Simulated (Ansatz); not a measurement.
**How basis sets differ on BN (boron nitride)**

BN has 2 atoms, charge 0, and is taken as a triplet. As SMILES, `B#N`. Geometry: relaxed at PBE0-D4/def2-TZVP.

```xyz
2

B     0.0000    0.0000   -0.0235
N     0.0000    0.0000    1.2919
```

Quantity: the vertical ionisation energy (to the doublet cation), in eV. The values are calculated.

| level | kind | program | value (eV) | less CCSD(T)/cc-pwCVQZ | CPU time (all runs) |
| --- | --- | --- | --- | --- | --- |
| UCCSD(T)/cc-pwCVDZ | coupled cluster or CI | Ansatz | 11.67 | -0.34 | 2 s |
| UCCSD(T)/cc-pVTZ | coupled cluster or CI | Ansatz | 11.92 | -0.09 | 8.7 s |
| UCCSD(T)/cc-pwCVTZ | coupled cluster or CI | Ansatz | 11.93 | -0.08 | 11 s |
| UCCSD(T)/cc-pwCVQZ | coupled cluster or CI | Ansatz | 12.01 | 0.00 | 92 s |

Differences are taken from UCCSD(T)/cc-pwCVQZ for orientation; it has basis-set and higher-order errors of its own. The values span 11.67 to 12.01 eV. Spin contamination of the reference (⟨S²⟩ at least 0.1 too high) touches UCCSD(T)/cc-pwCVDZ, UCCSD(T)/cc-pVTZ, UCCSD(T)/cc-pwCVTZ, UCCSD(T)/cc-pwCVQZ. Times are those of the runs behind each value, whatever else they computed, on shared processors of several kinds: orders of magnitude only.

The ionisation energy rises steadily along the core-valence series, from 11.67 eV with the double-zeta set to 12.01 eV with the quadruple-zeta set, and the last step is much the smaller. This is the usual signature of incomplete recovery of dynamic correlation. The neutral molecule has one more valence electron, and so more electron pairs to correlate, than the cation. Small sets lacking higher angular functions therefore tend to underbind it relative to the ion. The basis-set limit probably lies somewhat above the largest value here.

Tight core functions matter little by comparison: at triple-zeta level, adding them moves the result only from 11.92 to 11.93 eV. That fits removal of a valence electron, which leaves the compact 1s shells nearly unchanged, so their contributions largely cancel.

Removing an electron from the triplet can also give a quartet cation, with three parallel spins favoured by exchange. The doublet value therefore does not by itself establish the first ionisation threshold.
